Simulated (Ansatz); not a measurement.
Redistribution: C2HBrF2 + C2HBrClF3 → C2H2F2 + C2Br2ClF3

Gas-phase species: C2HBrF2 `F/C=C(\F)Br`, singlet; C2HBrClF3 (1-bromo-2-chloro-1,1,2-trifluoroethane) `FC(Cl)C(F)(F)Br`, singlet; C2H2F2 (1,2-difluoroethene) `F/C=C/F`, singlet; C2Br2ClF3 `FC(F)(Br)C(F)(Cl)Br`, singlet. The partners trade Br for H; both sit on C, so the bond types are kept.

Shapes, held fixed at every level: PBE0-D4/def2-TZVP. Flexible molecules stand in one conformer, not always the lowest. Programs: Ansatz 0.2.0. Electronic energies: no zero-point or thermal term.

Task: Estimate ΔE of this reaction.

Result: The highest level, CCSD(T)/def2-TZVPP, gives ΔE = +15.5 kJ/mol; the levels span +13.8 to +28.1. The column of differences is taken from that level and isn't an error. No measured value is set beside it here. Relativity is left out for Br. Outer-core shells of Br are correlated, in sets that cover them unevenly.

```
              level                    kind  ΔE (kJ/mol)  less CCSD(T)/def2-TZVPP
      HF/def2-TZVPP            Hartree–Fock        +28.1                    +12.6
  PBE-D4/def2-TZVPP                     GGA        +17.2                     +1.7
B3LYP-D4/def2-TZVPP           global hybrid        +16.1                     +0.6
 wB97M-V/def2-TZVPP  range-separated hybrid        +13.8                     -1.7
  B2PLYP/def2-TZVPP           double hybrid        +19.2                     +3.7
    CCSD/def2-TZVPP   coupled cluster or CI        +18.0                     +2.5
 CCSD(T)/def2-TZVPP   coupled cluster or CI        +15.5                      0.0
```

Every level makes the exchange endothermic, so the electronic energy favours keeping bromine on the alkene rather than moving it to the ethane carbon that already bears fluorine and chlorine. The likely main cause is crowding: the product ethane carries a halogen at every position, with more repulsion between its large, electron-rich atoms, while the vinylic bromide loses its modest lone-pair conjugation with the double bond.

The exchange isn't a pure swap of Br for H, however. The two fluorines are cis in the bromoalkene but trans in the difluoroethene formed. Since cis-1,2-difluoroethene is the more stable isomer, this change adds a small endothermic share of its own, and ΔE shouldn't be read wholly as a preference of bromine for one carbon over the other.

Hartree–Fock gives +28.1 kJ/mol against +15.5 with CCSD(T), so correlation favours the products overall. This suggests that attraction between the close-packed halogens in the dibromide, absent at the mean-field level, offsets part of the crowding.
